**Q:** I have the density of states of Ti₂CdSb₃, a metal, in bins of half an electronvolt. The filled states form two groups with an empty bin at -6.28 eV between them, and a huge spike stands in the lower one. In the upper group Sb p gives way to Ti d. What sets this order?

Density of states of Ti₂CdSb₃ (unrelaxed 6-atom cell), computed with Ansatz 0.2.0: scalar-relativistic PBE without spin polarization, PAW plane waves, 420 eV cutoff, 8×8×4 k-mesh, Fermi-Dirac smearing of 0.1 eV. Values are tetrahedron-method means over 0.5 eV bins; projections on atomic orbitals are summed over the atoms of each element.

```
bin centre from the Fermi level (eV)  total (states/eV/cell)  on Ti d (states/eV/cell)  on Sb p (states/eV/cell)  on Cd d (states/eV/cell)  on Sb s (states/eV/cell)
                              -11.28                    0.00                      0.00                      0.00                      0.00                      0.00
                              -10.78                    0.60                      0.00                      0.01                      0.05                      0.32
                              -10.28                    2.66                      0.03                      0.07                      0.66                      1.49
                               -9.78                    2.18                      0.03                      0.11                      0.35                      1.43
                               -9.28                    1.40                      0.03                      0.12                      0.30                      0.84
                               -8.78                   17.85                      0.12                      0.40                     15.61                      1.52
                               -8.28                    5.01                      0.17                      0.19                      1.88                      2.59
                               -7.78                    1.86                      0.07                      0.09                      0.55                      1.08
                               -7.28                    0.38                      0.01                      0.03                      0.16                      0.17
                               -6.78                    0.06                      0.00                      0.00                      0.02                      0.03
                               -6.28                    0.00                      0.00                      0.00                      0.00                      0.00
                               -5.78                    0.22                      0.01                      0.10                      0.01                      0.01
                               -5.28                    0.89                      0.04                      0.43                      0.03                      0.05
                               -4.78                    1.08                      0.06                      0.54                      0.03                      0.08
                               -4.28                    1.53                      0.10                      0.86                      0.03                      0.13
                               -3.77                    4.10                      0.35                      2.92                      0.03                      0.18
                               -3.27                    2.62                      0.30                      1.82                      0.02                      0.17
                               -2.77                    2.72                      0.36                      1.88                      0.02                      0.13
                               -2.27                    3.41                      0.58                      2.31                      0.03                      0.13
                               -1.77                    4.09                      0.91                      2.68                      0.02                      0.09
                               -1.27                    6.48                      2.22                      3.72                      0.03                      0.06
                               -0.78                    5.54                      2.84                      2.28                      0.03                      0.04
                               -0.28                    5.20                      3.40                      1.23                      0.02                      0.04
                                0.23                    4.40                      3.35                      0.56                      0.01                      0.03
                                0.72                    3.98                      3.42                      0.35                      0.01                      0.06
                                1.23                   12.70                     10.60                      1.10                      0.02                      0.45
                                1.73                    5.88                      3.66                      1.36                      0.01                      0.31
```

**A:** Begin by counting. A density times the bin width is a number of electrons, and the lower group holds 16 of them. That is what a full Cd 4d shell and three full Sb 5s shells need: 10 + 6. These levels lie deep in the free atoms, and the bands they form are full in the solid, though other orbitals mix into them a little.

**Q:** Then why is one part a spike and the other a broad hump?

**A:** The cause is the size of the orbitals. Cd 4d is compact and hardly overlaps with its neighbours, so its levels stay close together: at -8.78 eV it supplies 15.61 of the 17.85 states/eV. Sb 5s reaches further out, and the overlap spreads its levels over about 4 eV. That the spike stands in the middle of the hump is less certain, because PBE usually places such d levels too high.

**Q:** And the upper group? I would give each Sb three extra electrons, to fill its 5p shell.

**A:** Try it. Outside the deeper closed shells, Ti brings 4 electrons per atom, Cd 12 and Sb 15 for all three, which makes 8 + 12 + 15 = 35. With 16 in the lower group, 19 are left, and the integral up to the Fermi level agrees. Your ionic picture would put 18 of these on Sb p and a single one on Ti d.

**Q:** The table has far more Ti d than that below the Fermi level.

**A:** It has 5.7 electrons on Ti d and only 10.4 on Sb p. Such numbers depend somewhat on how the charge is divided among orbitals. But only 2.3 electrons of the group lie outside the four projections, too few to bring Sb p up to 18. The total count is right, then, but the ionic picture is wrong about where the electrons sit: the states are shared between Sb and the metal atoms, Ti above all.

**Q:** If they are shared, why isn't the mixture the same at every energy?

**A:** Because an orbital takes part more strongly in a state whose energy is close to its own. Let $c_d$ and $c_p$ be the amplitudes of a state of energy $E$ on Ti d and Sb p, $e_d$ the energy of the d level, and $V$ the coupling between the two. The Schrödinger equation, projected on the d orbital, reads

$$(E-e_d)\,c_d = V c_p .$$

Squaring it gives the ratio of the two columns:

$$\frac{\text{Sb p}}{\text{Ti d}}=\left(\frac{E-e_d}{V}\right)^2 .$$

The Sb p orbitals also overlap with one another and with other neighbours, which spreads them into a broad band. Ti holds its outer electrons less tightly than Sb, so $e_d$ lies above most of this band. Going up through the band, $E$ approaches $e_d$ and the Ti share grows.

**Q:** That sounds like a pendulum hung from a moving support.

**A:** It is a good comparison. Shake the support slowly and the pendulum hardly swings relative to it; come near its natural frequency and it swings widely. Sb p is the support and Ti d the pendulum. The comparison stops close to resonance, since a pendulum has one sharp frequency, while the Ti d levels in the crystal are themselves spread out.

**Q:** Does the formula describe the table?

**A:** I fitted $e_d$ and $V$ to the eight rows from -3.77 to -0.28 eV. The ratio comes out with a typical error of 10% of its value, for $e_d$ about 0.7 eV above the Fermi level and $V$ about 1.5 eV. Both are effective averages for this unrelaxed, somewhat stretched cell, and shorter contacts would normally strengthen the coupling. The output after this text sets the ratios side by side.

**Q:** Any smooth curve might fit a ratio that falls steadily.

**A:** So look at rows that the fit didn't use. Above $e_d$ the distance $E-e_d$ grows again, and Sb p should return. Take the last row, at 1.73 eV, with the constants to two decimals, 0.71 and 1.55 eV:

$$\left(\frac{1.73-0.71}{1.55}\right)^2 \approx 0.43 .$$

The table has 1.36/3.66 ≈ 0.37, so the estimate is about 17% above the computed ratio.

**Q:** What if the Sb p and Ti d bands simply overlapped, without mixing?

**A:** I tested that as two exponential tails, fitted to the same eight rows. Their ratio can only go on falling, and in the last row it reaches 0.10, well short of the computed value. That excludes only this simple rival, and mainly through one row. Still, the return of Sb p is what mixing predicts: bonding states below have antibonding partners above, and these take some Sb p character with them. That is also why Sb p isn't full. The projections measure amounts and not signs, so the words bonding and antibonding come from theory here.

**Q:** Where does the formula break down?

**A:** Right at the d level. At 0.72 eV it leaves practically no Sb p, whereas the table still has about a tenth as much Sb p as Ti d. A real bin collects d states with a range of levels and couplings, so they can't all be at resonance together. At the bottom of the group the formula gives too little Ti d. There more than a quarter of the density lies outside the four projections, probably on Cd 5s and Ti 4s, and a model with only two partners is too simple.

**Q:** Two rows still stick out: the lower of the two main Sb p maxima, at -3.77 eV, and the empty Ti d peak at 1.23 eV.

**A:** The ratio stays close to the formula in both, so the mixture isn't what makes them special; the number of states is. A peak of this kind often marks flat bands, whose energy hardly changes with the direction or wavelength of the electron wave. For the Ti d peak, that would suit d orbitals that find few partners and stay near their own level, which would then lie somewhat above the fitted average of 0.7 eV. This is a guess in both cases, because bins this wide don't show single bands.

**Q:** How would I use this on a related compound?

**A:** First fill the deep shells and count the electrons left over; that tells you how far the upper group is filled. Then find the energy at which the metal d orbitals take over. By the formula the two shares are equal one coupling $V$ below the d level, here at 0.7 - 1.5 = -0.8 eV, and the table has the change between -1.27 and -0.78 eV. If the Fermi level lies between that point and the d level, as it does here, the states at the Fermi level are mainly d states of the metal. Here the ionic count would have led you to the same place, since its one leftover electron sits on Ti d. What it misses is how much Ti d the states further down contain.

Printed output of the fit:

```
Electrons in the lower group [e per cell]: 16
Cd d electrons in the lower group [e per cell]: 9.79
Sb s electrons in the lower group [e per cell]: 4.735
Electrons in the upper group up to the Fermi level [e per cell]: 19.05
Sb p electrons in the upper group [e per cell]: 10.4
Ti d electrons in the upper group [e per cell]: 5.669
Ti d electrons within about 1.5 eV below the Fermi level [e per cell]: 4.314
Electrons of the upper group outside the printed columns [e per cell]: 2.276
Effective d level of the mixing model [eV from the Fermi level]: 0.7099
Effective coupling of the mixing model [eV]: 1.546
Typical error factor of the mixing model in the fitted rows: 1.097
Typical error factor of the unmixed tails in the fitted rows: 1.314
Ratio Sb p to Ti d in the upper group (0 where not used):
     row  computed  mixing model  unmixed tails  percent outside printed columns
  -11.28         0             0              0                                0
  -10.78         0             0              0                            36.67
  -10.28         0             0              0                            15.41
   -9.78         0             0              0                            11.93
   -9.28         0             0              0                            7.857
   -8.78         0             0              0                             1.12
   -8.28         0             0              0                            3.593
   -7.78         0             0              0                            3.763
   -7.28         0             0              0                            2.632
   -6.78         0             0              0                            16.67
   -6.28         0             0              0                                0
   -5.78        10         17.62          61.82                            40.91
   -5.28     10.75         15.01          40.33                             38.2
   -4.78         9         12.61          26.31                            34.26
   -4.28       8.6         10.42          17.17                             26.8
   -3.77     8.343         8.398          11.11                            15.12
   -3.27     6.067         6.628          7.246                            11.83
   -2.77     5.222         5.067          4.727                            12.13
   -2.27     3.983         3.716          3.084                            10.56
   -1.77     2.945         2.574          2.012                            9.535
   -1.27     1.676          1.64          1.313                            6.944
   -0.78    0.8028        0.9289         0.8638                            6.318
   -0.28    0.3618        0.4101         0.5636                            9.808
    0.23    0.1672       0.09638         0.3646                            10.23
    0.72    0.1023     4.245e-05         0.2399                            3.518
    1.23    0.1038        0.1132         0.1552                            4.173
    1.73    0.3716        0.4354         0.1012                            9.184
```
